# Recovering a lost k-grid for graphene

A band file has lost its header. The surviving values below were made for this exercise and rounded to 0.01 eV:

| quantity | value |
|---|---|
| irreducible k-points | 12 |
| smallest π–π* gap | 0.00 eV |
| next gaps $\Delta_1,\Delta_2,\Delta_3$ | 3.59, 4.61, 5.58 eV |
| largest gap $\Delta_\Gamma$ | 18.46 eV |

The grid was Γ-centred, invariant under the in-plane point group 6mm (order 12) and reduced by it. The bands came from nearest-neighbour tight binding with overlap. We want the grid, the hopping $t$ and the overlap $s$.

## Band model

Take $\mathbf a_1,\mathbf a_2$ at 60° as the columns of $A$, and $\mathbf k=\kappa_1\mathbf b_1+\kappa_2\mathbf b_2$ with $\mathbf a_i\cdot\mathbf b_j=2\pi\delta_{ij}$. The Hamiltonian and overlap elements between the sublattices are $-tf$ and $sf$, with $f=1+e^{2\pi i\kappa_1}+e^{2\pi i\kappa_2}$, and energies are counted from the Dirac point. With $w=|f|$ the levels are $-tw/(1+sw)$ and $tw/(1-sw)$, so

$$\Delta=\frac{2tw}{1-s^2w^2},\qquad y\equiv\frac{w}{\Delta}=\frac{1-s^2w^2}{2t}.$$

Here $w=3$ at Γ and $w=0$ at K $=(1/3,2/3)$.

## Counting grids

A Γ-centred grid of $n$ points is the reciprocal lattice of an index-$n$ superlattice $AH$, taken modulo the $\mathbf b_i$: the $\kappa$ with $H^T\kappa$ integer. Unimodular column operations leave the superlattice unchanged and bring $H$ to a unique Hermite normal form,

$$H=\begin{pmatrix}a&0\\ b&c\end{pmatrix},\qquad ac=n,\quad 0\le b<c .$$

There are $\sum_{c|n}c=\sigma(n)$ of these. In 3D, with diagonal $a,c,e$, each diagonal allows $ce^2$ fillings. Grouping by $d=ce$ gives $\sum_{d|n}d\,\sigma(d)$, that is 1, 7, 13, 35, 31 for $n=1$ to 5.

## Which grids are symmetric

An operation $R$ with integer matrix $X=A^{-1}RA$ preserves the superlattice, and hence the grid, exactly when $H^{-1}XH$ is integer. The group is generated by $X_6=\begin{pmatrix}0&-1\\1&1\end{pmatrix}$ and the mirror $X_\sigma=\begin{pmatrix}0&1\\1&0\end{pmatrix}$:

$$H^{-1}X_6H=\begin{pmatrix}-b/a&-c/a\\ \frac{a^2+ab+b^2}{ac}&1+b/a\end{pmatrix},\quad H^{-1}X_\sigma H=\begin{pmatrix}b/a&c/a\\ \frac{a^2-b^2}{ac}&-b/a\end{pmatrix}.$$

So $b=a\beta$ and $c=a\gamma$, and $\gamma$ divides both $1+\beta+\beta^2$ and $1-\beta^2$, hence their sum $\beta+2$. Then $\beta\equiv-2 \pmod\gamma$, and $\gamma$ divides 3. With $a=m$ two families remain: $H=m\mathbb 1$ of index $m^2$, and $H=m\begin{pmatrix}1&0\\1&3\end{pmatrix}$ of index $3m^2$. No index belongs to both, since $\sqrt3$ is irrational.

## Step 1: candidates from the irreducible count

Burnside's lemma gives the number of stars as the group average of the number of fixed points. $C_6^{\pm1}$ fix Γ only. $C_3^{\pm1}$ fix $f_3=3$ points if K is on the grid and 1 otherwise. K is present for $3|m$ in the first family and always in the second. $C_2$ fixes $f_2=4$ points for even $m$ and 1 for odd $m$. The three mirrors containing Γ–M fix $m$ points each. The three containing Γ–K fix $m$ (first family) or $3m$ (second). Therefore

$$N_{m^2}=\frac{m^2+6m+2+2f_3+f_2}{12},\qquad N_{3m^2}=\frac{3m^2+12m+8+f_2}{12}.$$

Both rise strictly with $m$. The first gives 10, 12, 14 for $m=8,9,10$ and the second 9, 12, 16 for $m=4,5,6$. Two candidates survive: $n=81$, the symmetric one of $\sigma(81)=121$ grids, and $n=75$, the symmetric one of $\sigma(75)=124$. Both contain K, so the zero gap does not separate them.

## Step 2: Smith labels

Write $UH^TV=D$ with $U,V$ unimodular and $D=\mathrm{diag}(d_1,d_2)$, $d_1|d_2$. The points are $\kappa=VD^{-1}g$ with $0\le g_i<d_i$, each once, and adding points adds $g$ modulo $d_i$. The grid is the group $\mathbb Z_{d_1}\times\mathbb Z_{d_2}$; in 3D a third factor $\mathbb Z_{d_3}$ joins.

For $n=81$, $D=\mathrm{diag}(9,9)$ and $\kappa=g/9$. For $n=75$, $U=\mathbb 1$ and $V=\begin{pmatrix}1&-1\\0&1\end{pmatrix}$ give $D=\mathrm{diag}(5,15)$ and $\kappa=(g_1/5-g_2/15,\;g_2/15)$, with K at $g=(0,10)$. Evaluating $w$ at all labels and sorting gives the three lowest non-zero values:

| $n$ | $w_1$ at $g$ | $w_2$ at $g$ | $w_3$ at $g$ |
|---|---|---|---|
| 75 | 0.6180 (0,9) | 0.7909 (0,11) | 0.9563 (0,8) |
| 81 | 0.6840 (4,7) | 0.8794 (4,5) | 1.1141 (0,4) |

The gap rises with $w$ for $|s|<1/3$, so $\Delta_i$ belongs to $w_i$.

## Step 3: fit and test

Since $y$ is linear in $w^2$, the pair $\Delta_1,\Delta_\Gamma$ fixes the line:

$$t=\frac{9-w_1^2}{2Q},\qquad s^2=\frac{y_1-y_\Gamma}{Q},\qquad Q=9y_1-w_1^2y_\Gamma .$$

These two gaps are reproduced by construction, so only $\Delta_2$ and $\Delta_3$ test a candidate. The tolerance is the worst-case first-order effect of $\delta=0.005$ eV in $\Delta_1$ and $\Delta_\Gamma$, plus $\delta$ for the tested gap. Unrounded $w$ are used; energies are in eV.

| $n$ | $t$ | $s$ | $\Delta_2$ pred. | pred. − data | tol. | $\Delta_3$ pred. | pred. − data | tol. |
|---|---|---|---|---|---|---|---|---|
| 75 | 2.897 | 0.0805 | 4.602 | −0.008 | 0.011 | 5.574 | −0.006 | 0.012 |
| 81 | 2.603 | 0.1308 | 4.640 | 0.030 | 0.011 | 5.926 | 0.346 | 0.013 |

The grid is $n=75$, $H=\begin{pmatrix}5&0\\5&15\end{pmatrix}$, group $\mathbb Z_5\times\mathbb Z_{15}$.

## Error propagation

The grid is discrete, so small data errors leave it unchanged. $\Delta_2$ discriminates weakly because $w_2/w_1$ is 1.280 for $n=75$ and 1.286 for $n=81$. The $n=81$ residual would fall within tolerance at $\delta\approx0.013$ eV. For $\Delta_3$ the ratios $w_3/w_1$ are 1.547 and 1.629, and the same would need $\delta\approx0.14$ eV.

For the continuous parameters, $|\delta y_i|=y_i\delta/\Delta_i$ gives the worst-case bounds

$$\delta t=\frac{t\,\delta}{Q}\left(\frac{9y_1}{\Delta_1}+\frac{w_1^2y_\Gamma}{\Delta_\Gamma}\right),\qquad \delta s=\frac{(9-w_1^2)\,y_1y_\Gamma\,\delta}{2sQ^2}\left(\frac1{\Delta_1}+\frac1{\Delta_\Gamma}\right).$$

Thus $t=2.897\pm0.004$ eV (0.15 %) and $s=0.0805\pm0.0011$ (1.4 %). The overlap is far less certain because it comes from the small difference $y_1-y_\Gamma$.

## Uniqueness

Positive gaps determine only $|t|$ and $s^2$; the values above take both positive. The relative sign decides whether π or π* is the wider band and needs the levels themselves. The grid is unique only under the stated premises. Without mirror symmetry, chiral grids such as $\gamma=7$, $\beta=2$ pass the rotation test, and for them, as for shifted grids, the count of Step 1 must be redone. A wrong grid is silent in a two-gap fit: $n=81$ reproduces $\Delta_1$ and $\Delta_\Gamma$ exactly with $t$ lower by 0.29 eV.